Why phase errors of a pseudopotential come in spikes

Inside a sphere of radius R, an oscillating radial function u = r R(r) behaves near the surface like sin(kr + η). Its logarithmic derivative L = r u′/u is then of the size of q = kR, several units for R = 4.217 bohr and energies of a few rydberg. The table lists φ = arctan L, continued through its jumps. If θ is the angle that advances evenly with the oscillation,

tan φ = q tan θ,  dφ/dθ = q / (cos²θ + q² sin²θ).

The factor equals q where φ passes a multiple of π (u′ = 0 at R) and 1/q where φ passes −π/2 − nπ (a node at R). The phase is therefore a staircase with a contrast of order q² in slope, and the same fault of a potential looks up to q² times larger on a drop than on a plateau. At 2.84 Ry, with k = √(E + 0.5 Ry) = 1.83 per bohr, q = 7.7 and q² is near 60. The data are for holmium, PBE, scalar-relativistic, as a spherical atom without spin in the excited reference configuration 6s1 6p1, so they concern scattering by one averaged potential and not 4f moments or multiplets.

Phases arctan(r u′/u) at 4.217 bohr for the all-electron Ho atom and its PAW potential, computed with ld1.x 7.5 (PBE, scalar-relativistic, valence 4f11 5s2 5p6 5d0 6s1 6p1). The PAW radii are 2.14 (s), 2.9 (p) and 0.66 bohr (f), and the local potential is the all-electron one smoothed inside 3.52 bohr. Multiples of π are matched at each channel's reference level.

```
energy (Ry)  phase s all-electron (rad)  phase s error (rad)  phase p all-electron (rad)  phase p error (rad)  phase f all-electron (rad)  phase f error (rad)
     -6.000                      1.4698               0.0000                      1.4710               0.0000                      1.4762               0.0000
     -5.480                      1.4647               0.0000                      1.4660               0.0000                      1.4720               0.0000
     -4.960                      1.4586               0.0000                      1.4602               0.0000                      1.4672               0.0001
     -4.440                      1.4514               0.0000                      1.4534               0.0000                      1.4617               0.0000
     -3.920                      1.4418               0.0000                      1.4450               0.0000                      1.4552               0.0000
     -3.400                      1.4318               0.0000                      1.4345               0.0000                      1.4474               0.0000
     -2.880                      1.4170               0.0000                      1.4205               0.0000                      1.4378               0.0000
     -2.360                      1.3962               0.0000                      1.3995               0.0000                      1.4255               0.0001
     -1.840                      1.3636               0.0000                     -1.7530               0.0000                      1.4091               0.0002
     -1.320                      1.3011               0.0001                     -1.8048               0.0000                      1.3857               0.0004
     -0.800                      1.1024               0.0002                     -1.9012               0.0001                      1.3482               0.0009
     -0.280                     -0.9863              -0.0001                     -2.3021               0.0001                     -1.8347               0.0030
      0.240                     -1.5792               0.0007                     -4.3130               0.0004                     -2.0432               0.0195
      0.760                     -1.7403               0.0027                     -4.6741               0.0005                     -3.4724               0.2980
      1.280                     -2.0497               0.0208                     -4.8010               0.0010                     -4.5617               0.0652
      1.800                     -4.0056               0.0782                     -4.9534               0.0040                     -4.7530               0.0442
      2.320                     -4.5309               0.0137                     -5.7550               0.0566                     -4.9303               0.0794
      2.840                     -4.6464               0.0073                     -7.5320               0.0126                     -6.3331               0.9100
      3.360                     -4.7059               0.0059                     -7.7381               0.0036                     -7.6552               0.0530
      3.880                     -4.7527               0.0064                     -7.8123               0.0019                     -7.7939               0.0075
      4.400                     -4.8057               0.0085                     -7.8586               0.0013                     -7.8596               0.0014
      4.920                     -4.9002               0.0158                     -7.8996               0.0011                     -7.9170               0.0000
```

Each "all-electron" column is φ for one angular momentum l, and each "error" column is the PAW phase minus that value.

From phase error to energy shift

In rydberg units and nonrelativistic form, u″ = (V + l(l+1)/r² − E) u. Differentiating with respect to E, multiplying by u, subtracting the original equation and integrating from 0 to R gives

dL/dE = −R ∫u² dr / u(R)².

The phase can only fall with energy, as it does in all three all-electron columns. The same steps applied to a small change δV give δL = R ∫u² δV dr / u(R)². Dividing the two,

error ≈ (−dφ/dE) Δ,  Δ = ∫u² δV dr / ∫u² dr.

For a PAW potential, which is nonlocal and carries an overlap operator, Δ is best defined by φ_PAW(E) = φ_AE(E − Δ): the displacement in energy of one curve against the other. The first factor belongs to the atom and the test radius. The fault of the potential enters only through Δ, though Δ too depends somewhat on the radius, through ∫u² dr.

To obtain Δ, the ten rows above zero were converted to θ with q = R√(E + 0.5 Ry), joined by a cubic spline, converted back, and the defining equation solved row by row. The offset of 0.5 Ry is suggested by the deepest s row, where L = 9.87 and (9.87/4.217)² = 5.5 in place of 6. Offsets of 0.3 or 1.0 Ry move Δ by at most 0.1 mRy for s and p and 5 mRy for f. The slopes quoted for positive energies rest on this interpolation between rows 0.52 Ry apart.

The f rows at 1.80, 2.32 and 2.84 Ry

The f error is 0.0442 rad at 1.80 Ry and 0.910 rad at 2.84 Ry, about twenty times more. The shifts are 154 and 153 mRy, equal within the uncertainty of the interpolation. The difference comes from the steepness of the phase curve: at 1.80 Ry the phase (−4.753) is near −3π/2 and falls by 0.28 rad/Ry; at 2.84 Ry (−6.333) it has just passed −2π and falls by 8.0 rad/Ry. The scaling argument gives that size: dθ/dE ≈ R/2k = 4.217/3.66 = 1.15 rad/Ry, times q = 7.7, is 8.9 rad/Ry.

The potential is worst between these rows, at 2.32 Ry, where Δ = 188 mRy although the error reads only 0.0794 rad. Over the ten rows Δ is a single hump, rising from 34 mRy at 0.24 Ry and falling to zero at 4.92 Ry. The other f spike, 0.298 rad at 0.76 Ry, sits next to the crossing of −π at 0.70 Ry and stands for only 52 mRy. The peaks of s (1.80 Ry) and p (2.32 Ry) likewise fall on the rows nearest their crossings at 1.61 and 2.41 Ry. No error approaches π, the mark of a missing or extra level, and no bound ghost was found; a very narrow one could still slip through, as the 5s level does below.

Why a hump

A PAW potential is built to reproduce L at each reference energy, and its overlap operator restores ∫u² there, which by the formula above fixes the slope as well. Δ should therefore have a double zero at each reference, for f at E₁ = −0.339 and E₂ = 4.95 Ry. The simplest such form is

Δ = A (E − E₁)² (E − E₂)²,

with its maximum at the midpoint, 2.31 Ry, where the hump is found. A least-squares fit to the ten shifts gives A = 0.003246 Ry⁻³. For the row at 1.80 Ry, which was part of the fit, (2.139 × 3.15)² = 45.4, so Δ = 0.147 Ry, and 0.147 × 0.28 = 0.041 rad against 0.0442 in the table. At 2.84 Ry the model gives Δ = 0.146 Ry, and the linear estimate 0.146 × 7.96 = 1.16 rad overshoots, because the shift is comparable with the width of the drop; displacing the whole curve gives 0.887 against 0.910.

The rms misfit in Δ is 16 mRy, compared with 31 mRy for first powers in place of squares and 61 mRy for a constant. The true hump is narrower than the model: it lies above it from 1.80 to 2.84 Ry and at 0.24 Ry, below it on the flanks. At 0.76 Ry the model error is 0.396 rad, a third more than the tabulated 0.298, and at 4.40 Ry it is 0.0024 against 0.0014. The zero at 4.92 Ry is built in and says nothing about the energies between. The form serves only between the two references: below the lower one it grows without limit, while the tabulated f errors fade to nothing. Near the lower reference Δ grows as the power 1.15 of E − E₁ (log-log fit, four rows from 0.24 to 1.80 Ry), where the model's own values give about 1.4. The end of the spline may play a part, but a narrow level is expected to have this effect: the compact 4f state dominates ∫u² only close to E₁, so the double zero shapes Δ only there, and farther off the outer part of the wave sets the shift. The row at −0.28 Ry supports this. It lies 0.059 Ry above the reference, and its error of 0.0030 rad is far too large for the 0.3 mRy that the model allows.

For s and p both references are bound levels, so all positive energies are extrapolation. The shifts start with powers 2.0 and 2.2 of the distance from the upper reference, fitted in the same way, as the built-in slope matching leads one to expect. They do not go on growing as the quartic would: s levels off at 72 mRy around 3.88 to 4.40 Ry, p at 18 mRy, and both then fall. A plausible reading is that a faster electron averages over the positive and negative parts of a bounded δV. The rise of the s error from 0.0064 to 0.0158 rad over the last three rows is the foot of the next drop: in the last step the slope more than doubles while Δ falls.

Measured by Δ, f is worse than s by a factor of 2.6 at the respective maxima, not the factor of about 12 that 0.910/0.0782 suggests. Why f is the worst of these three channels is a guess. The local potential departs from the true one out to 3.52 bohr while the f waves are altered only inside 0.66 bohr, so two projectors, one shaped by the compact 4f state, must repair a wide region across 5.3 Ry. A smaller local radius would test this.

The row at −3.92 Ry and the deep zeros

Below the levels u grows like exp(κr), κ = √(−E), so L is close to κR (10.33 at −6 Ry) and φ creeps just under π/2. The centrifugal term raises L² by about l(l+1): the table gives 2.4 for p and 13.7 for f, somewhat above 2 and 12. The zeros in the error columns are weak evidence here. The slope is 0.01 rad/Ry, so rounding alone hides 5 mRy, and u² is concentrated near R, where the two potentials are the same.

A tightly bound level makes u(R) pass through zero in a narrow window and adds a pole Γ/(E − E₀) to L, worth one drop of π. The p column shows this for 5p between −2.36 and −1.84 Ry, the f column for 4f between −0.80 and −0.28 Ry. The s column has no such drop at 5s, which the same calculation puts at −3.814 Ry, so its phases cannot be used to count levels. Its tail is visible, however: the row at −3.92 Ry lies 0.0008 rad below a smooth background, fitted to the nine rows under −1.5 Ry as κR plus three inverse powers of κ (least squares weighted to phase). Adding a pole fixed at the level gives Γ = 0.006 Ry and brings the misfit within the rounding of 0.00005 rad, with four constants for nine rows. As a check, 0.0056/(−0.106) = −0.053 in L, divided by 1 + L² ≈ 60, is −0.0009 rad. The same fit gives Γ = 0.055 Ry for 5p, and widths Γ/κR of 0.7 and 9 mRy. Theory has Γ proportional to κ² times the square of the bound function at R, and that square is much smaller for the deeper, faster-decaying 5s. That the PAW phase follows the dip is by construction, 5s being a reference.

Neighbouring channels and what the phases do not tell

The d channel of the same calculation, for which no Δ was computed, also has its largest error on a drop. Its error stays within 0.0132 rad up to 3.36 Ry and peaks at 0.127 rad at 3.88 Ry, where the phase of −6.11 is near −2π. Its earlier drop near 1 Ry leaves no comparable spike on the neighbouring rows, being close to the second d reference at 0.45 Ry. The d error is negative below 3.88 Ry, apart from two zeros, so the positive Δ of s, p and f is no general law. A larger test radius would bring more and sharper drops and move the spikes, without any change in the potential. A lower second f reference should shrink the hump, in the model as the fourth power of the gap if A stayed the same, and leave the energies above it to extrapolation.

Small phase errors near the 4f level do not make the potential cheap. In the basis test of the same calculation the lowest f level is 409 mRy too high at all cutoffs up to 140 Ry, 312 mRy at 200 Ry and 3 mRy at 300 Ry. The flat 409 mRy is a ceiling: it puts the level above zero, so 4f is not bound at all at those cutoffs. Eleven electrons times 409.1 mRy account for the 4500 mRy error in the sum of levels at 60 Ry. A function pseudized inside 0.66 bohr needs very short wavelengths, and more so for the still more contracted 4f shells later in the series.
